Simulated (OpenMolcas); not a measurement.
## SiH2 (SMILES [SiH2]): methods side by side

The species is SiH2 (3 atoms), meant as a singlet with charge 0. SMILES: `[SiH2]`. The coordinates come from a PBE0-D4/def2-TZVP relaxation.

```xyz
3

Si   -0.4912    0.4686   -0.2136
H     0.8403    0.5786    0.5225
H    -0.3491   -1.0472   -0.3089
```

Each level gives the energy change with the Si1–H3 bond stretched from 1.525 to 2.670 Å (eV). The values are calculated.

| level | kind | program | value (eV) | less FCI/6-31G* | CPU time (all runs) |
| --- | --- | --- | --- | --- | --- |
| HF/6-31G* (spherical functions) (restricted) | Hartree–Fock | OpenMolcas | 3.12 | +0.91 | 3 s |
| SVWN5/6-31G* (spherical functions) (restricted) | LDA | OpenMolcas | 2.42 | +0.21 | 6.6 s |
| r2SCAN/6-31G* (spherical functions) (restricted) | meta-GGA | OpenMolcas | 2.59 | +0.38 | 8 s |
| B3LYP/6-31G* (spherical functions) (restricted) | global hybrid | OpenMolcas | 2.57 | +0.36 | 7.3 s |
| PBE0/6-31G* (spherical functions) (restricted) | global hybrid | OpenMolcas | 2.68 | +0.47 | 6.4 s |
| MP2/6-31G* (spherical functions) (restricted) | perturbation theory | OpenMolcas | 2.80 | +0.59 | 3.2 s |
| SC-NEVPT2(2,2)/6-31G* (spherical functions) | multireference | OpenMolcas | 2.18 | -0.03 | 3.3 s |
| FCI/6-31G* (spherical functions) | exact in the basis | OpenMolcas | 2.21 | 0.00 | 19 s |

FCI/6-31G* (spherical functions) is exact within its basis and frozen core, so for wave-function methods in that basis the difference is their error; functionals converge differently with the basis, so for them it is only a difference. Spin-restricted single references rise too steeply as a bond breaks, Hartree–Fock most of all. The first shape isn't each level's own minimum. The values span 2.18 to 3.12 eV. Times are those of the runs behind each value, whatever else they computed, on shared processors of several kinds: orders of magnitude only.

Stretching one Si–H bond costs 2.21 eV at the FCI level, and SC-NEVPT2(2,2) comes within 0.03 eV of this, whereas restricted Hartree–Fock overshoots by 0.91 eV. As the overlap between the silicon hybrid and hydrogen 1s orbitals falls, the σ and σ* levels approach each other and the electron pair should localise, one electron on each fragment. A single closed-shell determinant cannot describe this, because it retains too much ionic character; mixing in the doubly excited σ*² configuration removes it. MP2 recovers only a minor part of the missing correlation, so a perturbative correction to the wrong reference is no substitute for a two-configuration description.

All the functionals lie between FCI and Hartree–Fock, but their order doesn't follow exact exchange alone: r2SCAN, which has none, lies marginally above B3LYP. The closeness of SVWN5 to FCI probably reflects partial error cancellation. At 2.670 Å the fragments still interact, so none of these values is a bond dissociation energy.
